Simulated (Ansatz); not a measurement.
**TaRu: energy along a strain**

TaRu, Pm-3m, a = 3.187 Å (as given, not relaxed at this level: -11.0 GPa). The structure is a COD entry; whether it is the stable form wasn't checked. Ansatz: PBEsol, PAW, 420 eV, Γ-centred 16×16×16 mesh on 2 atoms, Gaussian smearing 0.15 eV; no spin polarisation. Cell vectors (Å): 3.187 0.000 0.000; 0.000 3.187 0.000; 0.000 0.000 3.187. The cell is strained by x per cent times the pattern (0 0 0 0 0 1) in the order xx yy zz yz xz xy (engineering shears), with fractional coordinates held. y is the free energy over the start, V0 = 16.185 Å³/atom. Symmetry makes y even in x.

```tsv
x (%)	y (meV/atom)
-6.00	?
-3.00	3.08
0.00	0.00
0.75	0.20
1.50	0.77
2.25	1.74
3.75	4.80
4.50	6.90
5.25	9.37
```

Fit y = c2 x² + c4 x⁴ to the other rows, get the stiffness along the pattern, and predict the missing energy.

Least squares on the rows shown. y = 0.3432 x² − 0.0001208 x⁴. The clamped-ion stiffness p·C·p = 2 × 3.432 eV × 160.2 / 16.185 Å³ = 68 GPa, which is C66 in these axes (C44 of the cubic crystal) (second derivative at the start, which stands under stress). At x = -6.00 the fit asked for gives 12.20 meV/atom. The run gave 12.21 meV/atom, so the fit is 0.01 meV/atom too low, a small miss on the scale of the series.

Spin–orbit coupling is left out, which can shift energies with elements as heavy as these.

The energy rises at every sampled step away from the cubic cell and stays almost purely quadratic, with only a slight softening from the quartic term. B2 TaRu therefore resists this shear, and no lower-energy distorted state appears along the path. To first order the shear stretches some Ta–Ru nearest-neighbour contacts along the body diagonals and compresses others, while the cube-edge contacts keep their length. The restoring force thus probably comes largely from directional d–d bonding between the group 5 and group 8 metals. Holding the fractional coordinates costs nothing here: both atoms sit on inversion centres that survive the strain, so the clamped-ion stiffness equals the relaxed-ion one.

A positive C44 is only one of the conditions for elastic stability of a cubic crystal. Near-equiatomic TaRu is known to transform martensitically from the cubic phase to a tetragonal one on cooling, a distortion governed by the independent modulus C11 − C12, so the stiffness found here neither contradicts that transformation nor explains it.
